Note 1, conventions. x runs along the In chains of a single-domain Si(111) 4×1-In surface, y across them, and z into the sample. The mirror plane normal to the chains makes x and y principal axes. Volume conductivities are gx, gy, gz (S/cm), with ρ = 1/g when isotropic. Sheet conductivities are σx, σy (S/□), with σg = √(σxσy) and a = σx/σy. Contacts are points, transport is ohmic, no magnetic field acts, and edges are far away. Line: I enters at probe 1 and leaves at 4, V = φ2 − φ3, spacing s. Square of side s: I enters at (0,0) and leaves at (s,0), V = φ(0,s) − φ(s,s), and V/I = Rx. Ry belongs to the same square turned by 90°.

Note 2, inputs. σx = 7.2×10⁻⁴ S/□ and σy = 1.2×10⁻⁵ S/□ are approximate inputs, chosen to reproduce the typical room-temperature anisotropy of the chain layer, a = 60. They give σg = 9.30×10⁻⁵ S/□. All resistances below are the model's.

Note 3, the WRONG attempt. Line (W1) is false as applied, and so is everything that inherits its prefactor. The plan, which is sound, is to get half-space and sheet from one slab 0 < z < t with insulating faces. The scaling x → x/√gx, and likewise for y and z, turns the equation ∇·(g∇φ) = −Iδ³(r) into Poisson's equation, and the attempt writes for a tip on the top face

(W1, wrong) φ = I/(4π√(gx gy gz) Q), Q² = P² + z²/gz, P² = x²/gx + y²/gy.

For t ≫ s and an isotropic solid the line gives V = (ρI/4π)[(1/s − 1/(2s)) − (1/(2s) − 1/s)], so

(W2, wrong) V/I = ρ/(4πs).

For finite t the attempt places copies of (W1) at z = 2nt for all integers n. When P ≫ t/√gz the sum becomes an integral, Σn (P² + 4n²t²/gz)^(−1/2) → (√gz/2t)∫du (P² + u²)^(−1/2) = −(√gz/t) ln P + const, and the divergent constant cancels between source and sink. With σx = t gx and σy = t gy,

(W3, wrong) φ = −(I/4πσg) ln P + const,

which gives ln2/(2πσg) = 1.19 kΩ for the line, Rx = ln(1 + 1/a)/(4πσg) = 14.2 Ω and Ry = ln(1 + a)/(4πσg) = 3.52 kΩ.

Note 4, tests that the wrong answer passes. The image sum obeys the field equation away from the tip. It is even about z = 0 and about z = t, so no current crosses either face. It has the right 1/s law in 3D, no s dependence in 2D and the right Ry/Rx. All of these tests are blind to an overall factor.

Note 5, the symptom: count the current. For φ = −B ln P the sheet current density is j = B(x, y)/q with q = x²/σx + y²/σy. Through a circle round the tip the current is

B∫dθ/(cos²θ/σx + sin²θ/σy) = 2πσg B, with θ from 0 to 2π.

(W3) has B = I/(4πσg), so only I/2 passes the circle, although the sheet is the only way out. On the bench the same fault shows on any isotropic film of known sheet resistance: charge conservation demands B = I/(2πσ), hence a sheet resistance of (π/ln2)V/I = 4.53 V/I for the line, and the attempt asks for 9.06 V/I.

Note 6, the faulty line. (W1) is the potential of a source buried in an infinite medium, where I spreads over 4π sr. Half of it flows towards z < 0, which here is vacuum. A source at depth z₀ in the slab has images at 2nt + z₀ and 2nt − z₀. As z₀ → 0 the two families merge, so every site 2nt holds two sources, and the attempt counted one. It solved exactly the problem of a tip that injects I/2.

Note 7, mended 3D. For a tip on an insulating face normal to a principal axis,

(1) φ = I/(2π√(gx gy gz) Q),

and the current through any plane z > 0 is then I. The line gives V/I = ρ/(2πs). On an anisotropic half-space a line along x has Q = |x|/√gx, so V/I = 1/(2πs√(gy gz)): it depends on spacing and direction, and gx drops out.

Note 8, mended 2D. The same image sum now gives

(2) φ = −(I/2πσg) ln P + const = −(I/4πσg) ln(x²/σx + y²/σy) + const.

Both forms are right. The 4π belongs with the logarithm of the squared distance, and pairing that logarithm with 2π is the reverse slip, which doubles every resistance. Neither t nor gz survives except through σx and σy, so the slab is only scaffolding for an atomic layer. On a line of any direction P is proportional to distance, and only the ratio 2s/s enters:

(3) V/I = (1/2πσg)·2 ln2 = ln2/(π√(σxσy)).

This is independent of s and of direction, so a line cannot see the anisotropy of a sheet. For the square, φ(0,s) = −(I/4πσg)[ln(s²/σy) − ln(s²/σx + s²/σy)] and φ(s,s) = −φ(0,s), so

(4) Rx = ln(1 + σy/σx)/(2πσg), Ry = ln(1 + σx/σy)/(2πσg).

With 1/(2πσg) = 1712 Ω the line gives 2.37 kΩ, Rx = 28.3 Ω and Ry = 7.04 kΩ.

Note 9, how thin is thin. Poisson summation of the images for an isotropic slab of sheet conductivity σ = t/ρ replaces ln2 in (3) by ln2 + 2Σm [K₀(mπs/t) − K₀(2mπs/t)], m ≥ 1, with K₀ the modified Bessel function. The resistance exceeds the sheet value by 8.5 % at s = t and by 0.26 % at s = 2t.

Note 10, inversion. Ry/Rx = ln(1 + a)/ln(1 + 1/a) rises monotonically with a and fixes it. Here 7040/28.3 = 249 returns a = 60. Since 1/(1 + 1/a) + 1/(1 + a) = 1, equations (4) also give

(5) exp(−2πσg Rx) + exp(−2πσg Ry) = 1,

which fixes σg directly. Then σx = σg√a and σy = σg/√a. The van der Pauw relation has π in place of 2π because its contacts sit on the sample edge, where the current spreads over half the angle: the same halving as in Note 6.

Note 11, alignment. Turn the square by θ from the chains, so that u = (cosθ, sinθ) points from source to sink and v = (−sinθ, cosθ) from source to the first voltage probe. With q(w) = wx²/σx + wy²/σy, equation (2) gives R(θ) = ln[q(v + u) q(v − u)/q(v)²]/(4πσg). At θ = 2° the model gives 26.4 Ω, about 7 % below Rx. At 45° the argument is 16a/(1 + a)², below one for a > 13.9, and R = −1.16 kΩ: a negative reading there needs no wiring fault.

Note 12, size of the error for the chain layer alone. Predicted resistances are 50 % low. Inverting Rx = 28.3 Ω and Ry = 7.04 kΩ with 4π in (5) returns σg = 4.65×10⁻⁵, σx = 3.6×10⁻⁴ and σy = 0.60×10⁻⁵ S/□, each half of the input, while a = 60 survives.

Note 13, the bulk beneath. If the layer is in ohmic contact with a bulk of resistivity ρ, the surface potential in Fourier space is φ(k) = I/(σx kx² + σy ky² + |k|/ρ). The last term alone inverts to ρI/(2πr), and the slip would make it 2|k|/ρ. For an illustrative ρ = 10 Ω cm the sheet terms match the bulk term at lengths 1/|k| = σxρ = 72 µm along the chains and σyρ = 1.2 µm across them. Setting ρ/(2πs) equal to (3) gives the rough crossover s* = ρσg/(2 ln2) = 6.7 µm, or 3.4 µm if (W2) is mixed with the correct (3). At spacings of tens of µm such a bulk cannot be neglected, and (3) to (5) need a blocking depletion layer or a far more resistive wafer (s* = 0.67 mm at 1000 Ω cm). Constancy of V/I under a change of s is the test. The probes must also lie on one domain, since an even mixture of small domains of the three orientations is isotropic.

Note 14, where the slip reaches the anisotropy. The Si space-charge layer adds an isotropic σsc to both components. Take an illustrative σsc = 1.0×10⁻⁵ S/□, which rivals σy. The totals are 7.3×10⁻⁴ and 2.2×10⁻⁵ S/□, the apparent a is 33, and Ry/Rx falls from 249 to 119, so the raw contrast of a real wafer lies below the chain-only figure by a factor that grows with σsc. The wrong inversion halves the totals to 3.65×10⁻⁴ and 1.1×10⁻⁵. Subtracting a correctly known σsc then leaves 3.55×10⁻⁴ and 0.1×10⁻⁵ S/□, so the model's anisotropy of 60 would be reported as 355, and for σsc > σy the cross-chain conductivity would come out negative.